# Boltzmann statistics and the first moment of a C–V profile

## What the measurement returns

Take n-type silicon in $x>0$ with a blocking gate at $x=0$. The permittivity $\epsilon$ is constant, holes are absent, and the electron quasi-Fermi level is flat through the edge of the depletion layer. All charges are per unit area, $q>0$ is the elementary charge, $k$ is Boltzmann's constant, and $\phi$ is the electrostatic potential, so that

$$\epsilon\,\phi''=q\,(n-N_D).$$

I call $\psi=\phi(\infty)-\phi(0)$ the band bending. It changes by as much as the reverse bias does. A small step in bias changes $n$ by $\delta n(x)$ and removes $\delta\mathcal N=-\int\delta n\,dx$ electrons. Integrating the varied Poisson equation once gives the charge, $\delta Q=q\,\delta\mathcal N$. Multiplying it by $x$ and integrating by parts gives $\epsilon\,\delta\psi=-q\int x\,\delta n\,dx$. The capacitance is therefore $C=\delta Q/\delta\psi=\epsilon/\hat x$, where the apparent depth $\hat x$ is the centroid of the removed electrons. The profiler defines the apparent density by $\hat n=2\,[\,q\epsilon\; d(C^{-2})/d\psi\,]^{-1}$. Inserting $C=\epsilon/\hat x$ and $\epsilon\,d\psi=q\hat x\,d\mathcal N$ turns this into $\hat n\,d\hat x=d\mathcal N$. Between a first bias $a$ and a last bias $b$ we then have

$$\int\hat n\,d\hat x=\int (n_a-n_b)\,dx,\qquad \int\hat n\,\hat x\,d\hat x=\int x\,(n_a-n_b)\,dx .$$

No statistics has entered so far. The result of Kroemer and Chien (1981) compares $\hat n$ with the undisturbed profile $n_0(x)$: when the sweep starts and ends in uniform regions, $\int(\hat n-n_0)\,dx$ and $\int(\hat n-n_0)\,x\,dx$ vanish, although the two curves differ point by point. To get there we have to handle the two ends of the sweep, and the assumption I examine today sits there: the removable electron density follows the potential as $\exp(q\phi/kT)$.

## The edge term

Put the depletion edge in a region of uniform doping $N$, and let $n$ be any function of the local potential. Define

$$P(\phi)=q\int_{-\infty}^{\phi}n\,d\phi' .$$

For free electrons this is their pressure, since $dP=n\,d\mu$ at fixed temperature and the chemical potential $\mu$, counted from the local band edge, moves by $q\,d\phi$. Multiply Poisson's equation by $\phi'$ and integrate from the gate to the neutral bulk. With $Q=\epsilon\phi'(0)$, with $P$ now the bulk value, and with the pressure at the gate negligible,

$$Q^2=2\epsilon\,(qN\psi-P).$$

Differentiating, $\hat x=\epsilon\,d\psi/dQ=Q/qN\equiv W$, and so $\hat n=N$. The first moment of the missing electrons is $\epsilon\psi/q$, which the same relation gives as

$$\int x\,(N-n)\,dx=\tfrac12NW^2+\Pi,\qquad \Pi=\frac{\epsilon P}{q^2N}.$$

Describe the soft edge by its departure from an abrupt one, $h(s)=N-n-N\theta(-s)$ with $s=x-W$ and $\theta$ the unit step. We have just found $\int h\,ds=0$ and $\int s\,h\,ds=\Pi$. The function $h$ lives within a few screening lengths of the edge and depends only on the region in which the edge sits. With the edge at $x_a$ in region 1 and at $x_b$ in region 2, write $n_a-n_b=(n_0-n_b)-(n_0-n_a)$. Each bracket equals $n_0$ cut off abruptly at its edge plus the local $h$. Hence

$$\int_{x_a}^{x_b}(\hat n-n_0)\,dx=0,\qquad M_1\equiv\int_{x_a}^{x_b}(\hat n-n_0)\,x\,dx=\Pi_2-\Pi_1 .$$

The zeroth moment is conserved for any statistics. The first is conserved only if $P/N$ has the same value at both ends. Boltzmann statistics gives $P=NkT$, so $\Pi=\epsilon kT/q^2\equiv\Pi_0=NL_D^2$, where $L_D=(\epsilon kT/q^2N)^{1/2}$ is the Debye length. The doping drops out of $\Pi_0$, and that cancellation is the single place where the assumption enters. In general I write $\gamma=P/NkT$, and

$$M_1=-\Pi_0\,(\gamma_1-\gamma_2).$$

Because the zeroth moment vanishes, $M_1$ does not depend on the origin of $x$.

**Question.** Does $\Pi$ have a picture attached to it?

**Answer.** It measures the width of the averaging. The second moment of the missing electrons is $NW^3/3+2W\Pi+\Lambda$ with $\Lambda=\int s^2h\,ds$. Its derivative with respect to $W$ is $N\langle x^2\rangle$ of the electrons removed in one step, so their variance is $\sigma^2=2\Pi/N=2\gamma L_D^2$. The low side averages over a wide window with few electrons and the high side over a narrow one with many. The product $N\sigma^2$ is the same on both sides if $\gamma$ is.

**Question.** And why does the argument stop at the first moment?

**Answer.** The instrument books each batch of electrons at its centroid, and $\hat x^2=\langle x^2\rangle-\sigma^2$. In the Boltzmann case the same steps give

$$\int(\hat n-n_0)\,x^2dx=\Lambda_2-\Lambda_1-\int(\hat n\sigma^2-2\Pi_0)\,d\hat x .$$

Here $\Lambda$ is a positive number times $NL_D^3=\Pi_0L_D$, so it depends on doping, and the last integrand is nonzero near the step. No identity forces the sum to vanish.

## What the first moment is used for

For the undisturbed step, Poisson's equation times $x$, integrated between the two field-free regions, gives

$$\int(n_0-N_D)\,x\,dx=\frac{\epsilon}{q}\,\phi_b,\qquad q\phi_b=q(\phi_1-\phi_2)=\mu_1-\mu_2 .$$

With the highly doped layer next to the gate this is positive, because electrons spill toward larger $x$. Someone who trusts the theorem puts $\hat n$ in place of $n_0$ and infers

$$q\phi_{\rm app}=q\phi_b-kT(\gamma_1-\gamma_2)=\Big(\mu_1-\frac{P_1}{N_1}\Big)-\Big(\mu_2-\frac{P_2}{N_2}\Big).$$

Since $N\mu-P$ is the Helmholtz free energy density, the C–V dipole returns the difference of the free energy per electron. The true dipole is the difference of $\mu$, the Gibbs energy per electron. For an ideal classical gas the two energies differ by $kT$ on either side, and this constant cancels.

## First correction: Fermi–Dirac statistics

Keep the donors fully ionised and let the band electrons be a free Fermi gas in a parabolic band. With $\eta=\mu/kT$, $z=e^{\eta}$ and the effective density of states $N_c$,

$$n=N_cF_{1/2}(\eta),\qquad P=kT\,N_cF_{3/2}(\eta),\qquad F_j(\eta)=\frac{1}{\Gamma(j+1)}\int_0^\infty\frac{t^j\,dt}{e^{t-\eta}+1},$$

where $dF_{3/2}/d\eta=F_{1/2}$ secures $dP=n\,d\mu$. For $z<1$, $F_j=z-z^2/2^{j+1}+z^3/3^{j+1}-\dots$. Dividing the two series,

$$\gamma=\frac{F_{3/2}}{F_{1/2}}=1+\frac{z}{2^{5/2}}+\Big(\frac1{16}-\frac{2}{9\sqrt3}\Big)z^2+\dots$$

Let $r=N/N_c=F_{1/2}$. Inverting, $z=r+r^2/2^{3/2}+\dots$, which adds $r^2/16$, so

$$\gamma=1+\frac{r}{2^{5/2}}+\Big(\frac18-\frac{2}{9\sqrt3}\Big)r^2+\dots,\qquad \eta=\ln r+\frac{r}{2^{3/2}}+\dots$$

The quadratic coefficient of $\gamma$ is $-0.0033$. The first correction to the theorem is therefore

$$M_1=-\frac{\epsilon kT}{q^2}\,\frac{N_1-N_2}{2^{5/2}N_c}.$$

It has a neat consequence for the dipole:

$$q\phi_b=kT\Big[\ln\frac{N_1}{N_2}+\frac{N_1-N_2}{2^{3/2}N_c}\Big],\qquad q\phi_{\rm app}=kT\Big[\ln\frac{N_1}{N_2}+\frac{N_1-N_2}{2^{5/2}N_c}\Big].$$

To this order the apparent profile shows half of the degeneracy correction to the built-in step and loses the other half.

**Question.** Does the sign turn over if the lightly doped side faces the gate?

**Answer.** Both $M_1$ and $\phi_b$ change sign. The apparent dipole is smaller in magnitude than the true one in either arrangement.

## Size for a step in silicon

I take $T=300$ K, so $kT=25.85$ meV, and the measured static dielectric constant 11.7 (300 K, as listed by the Ioffe Institute). For $N_c$ I use the typical value $0.028$ nm$^{-3}$ as an input. The step runs from $N_1=10^{-3}$ nm$^{-3}$ ($10^{18}$ cm$^{-3}$) at the gate to $N_2=10^{-5}$ nm$^{-3}$. Then $\epsilon/q=0.6466$ V$^{-1}$nm$^{-1}$, $\Pi_0=0.01672$ nm$^{-1}$, and the Debye lengths are 4.09 nm and 40.9 nm.

On the high side $r_1=0.0357$. The linear term gives $\gamma_1-1=0.006313$ and the full Fermi integrals give $0.006309$, the difference being the quadratic term, $-4.2\times10^{-6}$. I show four figures only to display the convergence, since $N_c$ supports two. For the step, $\gamma_1-\gamma_2=0.0062$ from the full integrals, and

$$M_1=-1.0\times10^{-4}\ \text{nm}^{-1},\qquad q(\phi_b-\phi_{\rm app})=0.16\ \text{meV}.$$

The Boltzmann step is $kT\ln100=119.05$ meV. Degeneracy raises the true step to 119.38 meV, and the C–V moment would return 119.21 meV. The dipole moment $\epsilon\phi_b/q$ is $0.0772$ nm$^{-1}$, so the defect is 0.14% of the quantity being extracted.

**Question.** At that doping your donors are not all ionised. Is that not the bigger departure?

**Answer.** It is, and the formula for $M_1$ takes it in. Shallow donors at room temperature typically exchange electrons with the band far faster than a megahertz test signal varies, so the bound electrons are removed along with the free ones. The density in the derivation becomes $n+N_Df$, and the theorem must be read for that sum. In a uniform region $\hat n$ then equals $N_D$, which exceeds the free-electron density. For an isolated donor with binding energy $E_D$ and spin degeneracy 2, set $b=2e^{E_D/kT}$. Then $f=bz/(1+bz)$, and integrating $N f$ over $\mu$ adds $NkT\ln(1+bz)=-NkT\ln(1-f)$ to $P$. Neutrality reads $N_cF_{1/2}=N(1-f)$, so

$$\gamma-1=(1-f)\Big(\frac{F_{3/2}}{F_{1/2}}-1\Big)+\big[-f-\ln(1-f)\big].$$

The bracket starts at $f^2/2$. The term linear in $f$ cancels because sparsely occupied donors fill in proportion to $z$, just as a Boltzmann gas does. Only saturation of the level counts, and that is again exclusion at work. Formally the bracket is of second order in $N$, but $b$ is large. With the approximate phosphorus value $E_D=45$ meV as input, $b=11.4$, and equating the leading terms, $(br)^2/2=r/2^{5/2}$, puts the crossover at $N=7.6\times10^{-5}$ nm$^{-3}$.

| $N$ (nm$^{-3}$) | $L_D$ (nm) | $r/2^{5/2}$ | $f$ | $-f-\ln(1-f)$ | $\ell_B/12L_D$ |
|---|---|---|---|---|---|
| $10^{-5}$ | 40.9 | $6.3\times10^{-5}$ | 0.0040 | $8.2\times10^{-6}$ | 0.01 |
| $10^{-4}$ | 12.9 | $6.3\times10^{-4}$ | 0.038 | $7.3\times10^{-4}$ | 0.03 |
| $10^{-3}$ | 4.09 | $6.3\times10^{-3}$ | 0.24 | $3.4\times10^{-2}$ | 0.1 |

The last column belongs to the next question. On our high side the band term shrinks to 0.0037, because fewer electrons are free, and the bracket is 0.034. For the step $\gamma_1-\gamma_2=0.038$, $M_1=-6.3\times10^{-4}$ nm$^{-1}$, and the loss in the apparent dipole is 0.97 meV out of a built-in step that is now 112.4 meV, or 0.9%. At $10^{-3}$ nm$^{-3}$ neighbouring donors begin to broaden and lower the binding energy, so the isolated-level figure should be read as about 1 meV and no closer.

**Question.** You treat the electrons as independent particles in the mean potential of a smeared donor charge. Are the Coulomb correlations really smaller than these terms?

**Answer.** They are not. They belong to a separate assumption, the mean-field one, but they enter through the same $P$. A Debye–Hückel estimate shows the size. Let $\ell_B=q^2/4\pi\epsilon kT=1/4\pi\Pi_0=4.76$ nm and $\kappa^2=4\pi\ell_Bn$. The electrons contribute $-kT\kappa^3/12\pi=-kT\,n\,\kappa\ell_B/3$ to the free energy density. Each fixed, randomly placed donor ion gains $-kT\kappa\ell_B/2$ from its screening cloud. So

$$f_c=-kT\,\ell_B\kappa\Big(\frac n3+\frac N2\Big),\qquad P_c=n\frac{\partial f_c}{\partial n}-f_c .$$

With $\kappa\propto n^{1/2}$ and $N$ held fixed, $n\,\partial f_c/\partial n=-kT\ell_B\kappa\,(n/2+N/4)$. At $n=N$, where $\kappa=1/L_D$, this gives $P_c/NkT=(-\tfrac34+\tfrac56)\,\ell_B\kappa=\ell_B/12L_D$. It grows as $N^{1/2}$, so it leads at low doping, and for our step it gives $\gamma_1-\gamma_2\approx0.09$, about 2 meV, with the same sign as before. I trust the order of magnitude only, for four reasons. The coupling $\ell_B/L_D$ is 1.2 on the high side, which is not small. The thermal wavelength, from $N_c=12/\lambda^3$ for six valleys and two spins, is 7.5 nm, longer than $L_D$ there. The donor term is the nonlinear part of the same electron–ion attraction, so the two estimates overlap and cannot simply be added. Finally, each ion in the depleted layer has an image energy $-kT\ell_B/4x$ at distance $x$ from a conductor. Summed over the layer for both the gate and the neutral region, this free energy varies as $-\tfrac12NkT\ell_B\ln W$, or $-kT\ell_B/2W$ per removed electron. For $W=20$ nm that is $-0.1\,kT$, as large as the bulk term and opposite in sign. The safe statement is that correlations move the apparent dipole by a few meV at most, against 0.16 meV from band degeneracy.

**Question.** With $\lambda$ longer than the Debye length, is a local relation between $n$ and $\phi$ allowed at the edge?

**Answer.** For the shape of the edge it is doubtful, but $\Pi$ does not depend on the shape. For independent effective-mass electrons in the mean field, momentum balance reads $dP_{xx}/dx=qn\,\phi'$, where $P_{xx}$ is the stress, gradient terms included. Integrate across the edge. The stress is zero where the electrons are gone and equals the bulk pressure in the uniform region. The relation $Q^2=2\epsilon(qN\psi-P)$ follows unchanged, and so does $M_1$. Nonlocality alters $\Lambda$ and the higher moments.

**Question.** Could one see the 0.16 meV?

**Answer.** No, and it is useful to see what hides it. First, the ends must be uniform. The disturbance from the step decays as $e^{-\Delta/L_D}$ with the distance $\Delta$ from it, and it enters the moment about the step with the lever arm $\Delta$. A finite window thus leaves a remainder of order $\Pi_0(\Delta/L_D)e^{-\Delta/L_D}$ with a prefactor of order one. The factor multiplying $\Pi_0$ is 0.015 at six Debye lengths, above the 0.0062 we are after, and $4.5\times10^{-4}$ at ten. So take the step at 60 nm, start at $x_a=20$ nm and stop at $x_b=470$ nm, which leaves about ten Debye lengths on each side. The starting band bending is $qN_1x_a^2/2\epsilon+kT/q=0.335$ V, or $13\,kT/q$, so the pressure at the gate is negligible as assumed. The final gate field is $0.099$ V/nm, of the order of the typical 0.1 V/nm at which silicon junctions of this doping tunnel or avalanche. The sweep is at the edge of what the material allows.

Second, the baseline $N_D$ has to be subtracted. Misjudge $N_2$ by 1% over the 410 nm of the low side and the moment shifts by $\tfrac12\,\delta N_2\Delta^2=0.0084$ nm$^{-1}$, equivalent to 13 meV. That exceeds every correction I have listed.

**Question.** Then when does the assumption matter?

**Answer.** When $P/N$ differs between the two ends by an appreciable fraction of $kT$. The linear term reaches 0.18 at $N=N_c$, where it is worth 4.6 meV at 300 K. In silicon that doping is 28 times our high side. The charge needed to cross ten Debye lengths scales as $NL_D\propto N^{1/2}$, so the gate field would rise about fivefold and the sweep could not be made. A semiconductor with a much smaller $N_c$ reaches $r\approx1$ at a doping that can be depleted, and there one should apply $q\phi_b=q\phi_{\rm app}+P_1/N_1-P_2/N_2$ with the full Fermi integrals. For the silicon step the zeroth moment of the removable electrons holds for any statistics within the mean-field treatment, and the first moment is off by 0.14% of the dipole from band degeneracy, by about 0.9% once donor occupation is counted, and by up to a few per cent from Coulomb correlations.